In rock-salt HfB each boron atom sits midway between two hafnium neighbours along x, with four more at its sides. The table combines two distortions. The cell is strained along x with its side edges held fixed, and boron is shifted along x against hafnium. A mode amplitude of 0.118 Å is called the full shift here and 0.059 Å the half shift. Both are measured in the unstrained cell and scale with its length along x.

Ansatz 0.2.0, scalar-relativistic PBE with PAW and a 520 eV plane-wave cutoff, for the two-atom cell of rock-salt HfB; 16×16×16 k mesh, Gaussian smearing of 0.15 eV, no spin polarization or dispersion correction. Free energies are relative to the relaxed cell. Strain is along x, negative in compression, and no atoms are relaxed at the mapped points.

| strain | free energy change at mode amplitude -0.118 angstrom (meV a cell) | free energy change at mode amplitude -0.059 angstrom (meV a cell) | free energy change at mode amplitude 0 angstrom (meV a cell) |
| --- | --- | --- | --- |
| -0.07000 | 316.0 | 235.3 | 208.9 |
| -0.03500 | 130.6 | 67.5 | 47.1 |
| 0.00000 | 62.8 | 15.2 | 0.0 |
| 0.03500 | 82.9 | 48.6 | 37.8 |
| 0.07000 | 166.3 | 143.0 | 135.9 |

### Squeezed by 7 %: does boron stay in the middle?

It does, for the shifts along x sampled here. With boron centred this squeezed cell lies 208.9 meV above the relaxed one, and the full shift raises that to 316.0 meV. A shifted boron atom comes closer to one axial hafnium and moves away from the other. The approach costs more than the retreat saves, so boron is pushed back to the centre. The half shift costs about a quarter as much as the full one, as for a simple spring.

### From the squeeze back to rest: why does the same shift get cheaper?

The cost of the full shift falls from 107 meV at 7 % squeeze to 83.5 meV at half that squeeze and 63 meV at rest. Over the same rows the axial Hf–B contact grows from 2.25 to 2.42 Å.

The shift shortens one axial bond and lengthens the other by the same amount, so the forces of the two bonds cancel at first. What remains is their stiffness, that is, how fast the force changes with length. Short-range repulsion is steep at close contact and fades quickly, so a longer bond is a softer spring.

The softening is in the numbers; this cause is argued from the general shape of a bond's energy curve. With boron centred, the four side contacts keep their length under this strain, which points to the axial pair. But releasing the squeeze also enlarges the volume and moves hafnium atoms apart, and the map does not separate that share.

### At rest: what length would the cell prefer if boron were held off centre?

It would prefer to be slightly longer. At the full shift one axial contact is about 2.29 Å and the other 2.54 Å. The short bond pushes the cell apart more strongly than the long one pulls it together.

The size of the effect follows from two quantities. The slope s tells how the cost of the full shift changes with the strain e, and K is the stiffness of the cell with boron centred. Near rest the energy with boron held at the full shift, which here scales with the cell, is

E(e) ≈ E(0) + s·e + ½K·e²

The two rows at 3.5 % strain supply both:

s = (45.1 − 83.5) / 0.070 ≈ −549 meV

K = (47.1 + 37.8) / 0.035² ≈ 69 300 meV

The minimum lies at e = −s/K ≈ 0.008, a stretch of about 0.8 %, which saves only some 2 meV. The preferred stretch is well below the step between rows, so the full-shift column still has its lowest entry at zero strain. The strain gradients from the same runs give practically the same slope. That supports the arithmetic, but it is no separate test of the bond picture.

### Stretched by 3.5 %: can the two costs simply be added?

They cannot. The stretch alone costs 37.8 meV and the full shift alone 62.8 meV, together 100.6 meV, yet the table has 82.9 meV for both at once. In the row squeezed by 3.5 % the error goes the other way, and the joint cost exceeds the sum by about 21 meV.

This is the coupling of the previous answer seen from the other side. If a stretch makes the shift easier, then a shift must make the stretch easier, because both statements describe the same cross term in the energy. Adding separately computed costs therefore overestimates the energy under stretch and underestimates it under squeeze.

### Stretched by 7 %: is this the mirror image of the first row?

It is not, even with boron centred. The stretch costs 135.9 meV, against 208.9 meV for the equal squeeze. This gap is about eight times the gap at 3.5 %, as expected of a term that grows with the cube of the strain. The cell becomes stiffer under squeeze and softer under stretch. A spring that softens at longer contact would explain this, though the runs do not isolate the cause.

The well that holds boron has also become shallow. The full shift now costs 30 meV, less than a third of its cost in the first row. Because the shift is carried along with the cell, it is also slightly longer in ångströms here, so at equal distance the contrast would be greater still.

The straight-line slope from the rest row would put this cost at 62.8 − 0.07 × 549 ≈ 24 meV, which is too low. The softening slows down as the cell is stretched, and the line should not be extended to guess where the well might vanish.

### What would change with free side edges, or with carbon in place of boron?

Free side edges would normally let the cell bulge when squeezed and narrow when stretched. With boron centred, the strained rows would then cost less or at most the same. The cost of the shift is a difference between two such energies, so it could move either way. The table therefore describes a cell clamped at its sides, not a bar pulled freely at its ends.

Carbon brings one more valence electron per formula unit, and in rock-salt carbides of this kind that electron goes largely into metal–carbon bonding states. A stiffer well is a reasonable guess. Stretching should still soften it, since that rests on the general shape of a bond's energy curve, but only new runs could give the amounts.

### Which digits carry meaning?

The entries are rounded to 0.1 meV, so a difference of two can be off by up to 0.1 meV. That is about 1.4 % of the smallest half-shift cost, and the changes from row to row are far larger. Positive amplitudes were not run separately. Symmetry gives them the same energies as the negative ones, so they offer no check on accuracy.

More care is needed with the small departure from a perfect spring. The full shift costs about 2 meV more than four times the half shift, and rounding alone can change this by 0.4 meV. Its presence can be read from the table, but not its variation between rows. The differences and ratios are listed in the output after this text. They do not include the effect of a finer mesh, another smearing or a magnetic state, which would take further calculations to find.

Numerical output:

```
Cost of the shift at fixed strain:
     row  full shift in meV  half shift in meV  full over half  full less four times half in meV
   -0.07              107.1               26.4           4.057                               1.5
  -0.035               83.5               20.4           4.093                               1.9
     0.0               62.8               15.2           4.132                                 2
   0.035               45.1               10.8           4.176                               1.9
    0.07               30.4                7.1           4.282                                 2
Contacts and coupling:
     row  axial contact in angstrom  full shift cost at equal angstrom in meV  joint cost less sum of separate costs in meV
   -0.07                      2.248                                     123.8                                          44.3
  -0.035                      2.332                                     89.67                                          20.7
     0.0                      2.417                                      62.8                                             0
   0.035                      2.502                                      42.1                                         -17.7
    0.07                      2.586                                     26.55                                         -32.4
squeezing less stretching at 3.5 per cent in meV: 9.3
squeezing less stretching at 7 per cent in meV: 73
growth of that gap when the strain doubles: 7.849
squeezing over stretching at 7 per cent: 1.537
full shift cost at strongest squeeze over strongest stretch: 3.523
the same ratio at equal shift in angstrom: 4.664
short axial contact at zero strain and full shift in angstrom: 2.292
long axial contact at zero strain and full shift in angstrom: 2.542
change of full shift cost per 1 per cent stretch in meV: -5.486
the same from the strain gradients of the runs in meV: -5.482
preferred stretch with boron held at full shift in per cent: 0.7915
energy gained by that stretch in meV: 2.171
largest rounding error of a difference of two entries in meV: 0.1
that error relative to the smallest half shift cost in per cent: 1.408
largest rounding error of full less four times half in meV: 0.4
```
